### Term splittings of $\pi^2$ in INDO and CNDO: a four-orbital model of S$_2$

**Model.** Keep the $3p_x$ and $3p_y$ orbitals of atoms A and B, orthonormal and parallel on the two atoms, with $z$ along the bond, frozen $\sigma$ electrons and no spin-orbit coupling. Let $F^0$ and $F^2$ be the Slater-Condon radial integrals with kernels $1/r_>$ and $r_<^2/r_>^3$. In chemists' notation INDO retains

$$(xx|xx)=F^0+\tfrac{4}{25}F^2,\quad (xx|yy)=F^0-\tfrac{2}{25}F^2,\quad (xy|xy)=\tfrac{3}{25}F^2$$

on one atom and a single Coulomb integral $\gamma$ between atoms. CNDO sets $F^2=0$.

**One configuration.** Put two electrons into $\pi_x=c_Ax_A+c_Bx_B$ and $\pi_y=c_Ay_A+c_By_B$, with $c_A^2+c_B^2=1$. Then

$$J_{xy}=\sum_A c_A^4\left(F^0_A-\tfrac{2}{25}F^2_A\right)+2c_A^2c_B^2\gamma,\qquad K=\sum_A c_A^4\,\tfrac{3}{25}F^2_A,\qquad J_{xx}=J_{xy}+2K .$$

In the spatial products $xx,\,xy,\,yx,\,yy$ the repulsion has diagonal $J_{xx},J_{xy},J_{xy},J_{xx}$, and $K$ couples $xx$ with $yy$ and $xy$ with $yx$. The eigenfunctions and repulsion energies $e$ are

- $xy-yx$, antisymmetric and hence triplet, $^3\Sigma^-$: $e=J_{xy}-K$
- $xy+yx$ and $xx-yy$, $^1\Delta$: $e=J_{xy}+K=J_{xx}-K$
- $xx+yy$, $^1\Sigma^+$: $e=J_{xx}+K=J_{xy}+3K$

With common orbitals the one-electron energy cancels:

$$E(^1\Delta)-E(^3\Sigma^-)=2K,\qquad E(^1\Sigma^+)-E(^3\Sigma^-)=4K .$$

**General statement.** The pattern $0,2K,4K$ holds for any $\pi^2$ configuration with common orbitals. Rotating the pair by 45° about the axis gives $J_{xx}=\tfrac14(2J_{xx}+2J_{xy}+4K)$, that is $J_{xx}-J_{xy}=2K$. INDO contributes only the value of $K$. In NH the pair lies wholly on nitrogen ($c_N=1$) and the first gap is $6F^2/25$. In O$_2$ and S$_2$, with $\pi_u^4\pi_g^2$ and $c_A=-c_B=1/\sqrt2$, $\sum c^4=\tfrac12$ and the gap is $3F^2/25$. In CNDO $K=0$ and all six states coincide.

With a typical $F^2=4.5$ eV for sulfur $3p$, the model has $K=0.27$ eV and gaps of 0.54 and 1.08 eV.

**Exact solution of the $\pi$ space.** Six electrons in four orbitals are two holes in the filled shell, which repel through the same integrals. The $\pi$ bond order of the filled shell vanishes, so its Fock matrix couples A and B by the bare resonance integral $\beta<0$, and a hole costs $2|\beta|$ more in $\pi_u$ than in $\pi_g$. Each gerade term occurs once in $\pi_u^4\pi_g^2$ and once in $\pi_u^2\pi_g^4$, with diagonal elements $e\mp2|\beta|$. The transition densities such as $\pi_{g,x}\pi_{u,x}=\tfrac12(x_A^2-x_B^2)$ reverse the sign of the $\gamma/2$ contained in $e$, so the coupling is $V=e-\gamma$, and

$$E=\gamma+V-\sqrt{4\beta^2+V^2},\qquad V=\tfrac12(F^0-\gamma)+\left\{-\tfrac{5}{50},\ \tfrac{1}{50},\ \tfrac{7}{50}\right\}F^2$$

for $^3\Sigma_g^-$, $^1\Delta_g$, $^1\Sigma_g^+$. For $|\beta|\to\infty$ the gaps return to $2K$ and $4K$. In CNDO $V$ is the same for all terms, so the degeneracy survives the mixing. With assumed values $F^0-\gamma=4.0$ eV and $\beta=-2.5$ eV, in eV:

| term | $V$ | gap, one configuration | gap, mixed |
|---|---|---|---|
| $^3\Sigma_g^-$ | 1.55 | 0 | 0 |
| $^1\Delta_g$ | 2.09 | 0.54 | 0.36 |
| $^1\Sigma_g^+$ | 2.63 | 1.08 | 0.67 |

Mixing lowers the gaps by 34 and 38 per cent, and their ratio falls from 2 to 1.87. The ratio 2 belongs to the single configuration.

**An integral that INDO drops.** NDDO keeps $(x_Ay_A|x_By_B)$, which adds $2c_A^2c_B^2(x_Ay_A|x_By_B)$ to $K$. For point quadrupoles with moment $q=\int p_xp_y\,xy\,d^3r=\langle r^2\rangle/5$ the integral is $(q_e^2/4\pi\varepsilon_0)\,3q^2/R^5$, with $q_e$ the elementary charge. A Slater $3p$ orbital has $\langle r^2\rangle=14/\zeta^2$. An assumed $\zeta=3.44$ Å$^{-1}$ and a typical $R=1.89$ Å give $q=0.237$ Å$^2$ and 0.10 eV. Half of this, 0.05 eV, enters $K$, about a fifth of its INDO value, in an estimate that ignores charge penetration.

All gaps above are the model's. The mixed ones lie roughly a third below the values typical of S$_2$, about 0.55 and 1.0 eV.